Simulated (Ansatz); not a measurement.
**Electron–phonon coupling and T_c of MoPt2, calculated with Ansatz**

Space group Immm (No. 71), 3 atoms in the cell of the first input below: a = 4.776 Å, b = 4.776 Å, c = 4.776 Å, α = 146.59°, β = 131.39°, γ = 60.27°.

The structure is a measured one, not always of the ambient phase, relaxed without spin–orbit coupling to zero pressure (pressure 0.0 GPa with this functional, without spin–orbit coupling). Functional: PBEsol.

Input:

```yaml
crystal:
  lattice:
    - [-1.373072609, 1.9656977059, 4.1307961459]
    - [1.373072609, -1.9656977059, 4.1307961459]
    - [1.373072609, 1.9656977059, -4.1307961459]
  atoms:
    - { symbol: Mo, position: [0.0, 0.0, 0.0] }
    - { symbol: Pt, position: [0.3365111597, 0.3365111597, 0.0] }
    - { symbol: Pt, position: [0.6634888403, 0.6634888403, 0.0] }
basis:
  ecutwfc: 420
  ecutrho_ratio: 4
kpoints:
  mp_grid: { grid: [14, 14, 14] }
hamiltonian:
  xc: pbesol
scf:
  occupations: { method: methfessel_paxton, width: 0.2 }
output: {}
phonons:
  supercell: [2, 2, 2]
  qpath:
    path:
      - [[0.0, 0.0, 0.0], [0.5, 0.5, -0.5], [0.27762228, 0.72237772, -0.27762228]]
      - [[-0.27762228, 0.27762228, 0.27762228], [0.0, 0.0, 0.0], [0.30661167, -0.30661167, 0.30661167]]
      - [[0.69338833, 0.30661167, -0.30661167], [0.5, 0.5, -0.5]]
      - [[0.0, 0.0, 0.0], [0.0, 0.5, 0.0], [0.25, 0.25, 0.25], [0.5, 0.0, 0.0], [0.0, 0.0, 0.0], [0.0, 0.0, 0.5], [0.25, 0.25, 0.25]]
    npoints: 6
  electrical_resistivity: { mesh: [28, 28, 28], temperatures: [50, 100, 200, 300, 500] }
  superconductivity: { mesh: [28, 28, 28], eliashberg_equations: false }
```

```bash
ansatz run input.yaml --threads 8 --pin off --max-ram 15360MiB --backend cpu --events-out ev --progress --plain --runs-dir out
```

Time: 55 min on 8 threads of Intel(R) Xeon(R) Processor @ 2.50GHz (Skylake/Cascade Lake), with other jobs on the host, peak memory 10 GiB.

On the finest mesh λ = 0.5749, ω_log = 14.847 meV, N(E_F) = 0.926 states per eV, spin and cell. λ by mesh: 28×28×28 0.575, 14×14×14 0.589, 7×7×7 0.517.

Task: What T_c does McMillan's formula in the Allen–Dynes form give for μ* = 0.10?

Result: T_c = (ω_log/1.2) exp[−1.04(1+λ)/(λ − μ*(1+0.62λ))] = (172.29 K/1.2) × exp(−1.6379/0.4393) = 3.45 K. λ still moved by 3 % between the two finest meshes, so T_c isn't settled to the digits shown. By mesh, finest first, the same formula gives 3.45, 3.73, 2.44 K.

| μ* | McMillan (K) | Allen–Dynes with strong-coupling factors (K) |
| --- | --- | --- |
| 0.08 | 4.28 | 4.41 |
| 0.10 | 3.45 | 3.54 |
| 0.12 | 2.70 | 2.76 |
| 0.13 | 2.36 | 2.41 |
| 0.14 | 2.04 | 2.08 |
| 0.16 | 1.48 | 1.51 |
| 0.20 | 0.65 | 0.66 |

Caveats: no spin-orbit coupling, which matters for these elements; small supercell, couplings not converged in it; with so small a supercell and a typed μ*, T_c can miss a measured one by a factor of two or more; λ is not converged in the mesh, and T_c depends on it steeply.

The numbers describe a conventional superconductor with weak to moderate coupling. The strong-coupling factors raise T_c only slightly in every row, so the choice of μ* matters far more than the choice between the two formulas. Across the table, T_c falls from 4.28 to 0.65 K in McMillan's form, because the Coulomb repulsion cancels a sizeable part of a modest attraction and the remainder enters through an exponential.

The low ω_log of 14.847 meV probably reflects the heavy Pt atoms; stiff metal–metal bonds would raise it, not lower it. Heavy mass alone doesn't strengthen the pairing: in a harmonic crystal with fixed force constants it cancels out of λ and merely lowers the frequency scale of T_c. The coupling depends instead on the density of states at the Fermi level, probably of mixed Mo and Pt d character, and on how strongly those states respond to atomic displacements. The totals given don't show which vibrations or which element's d states carry most of the coupling.
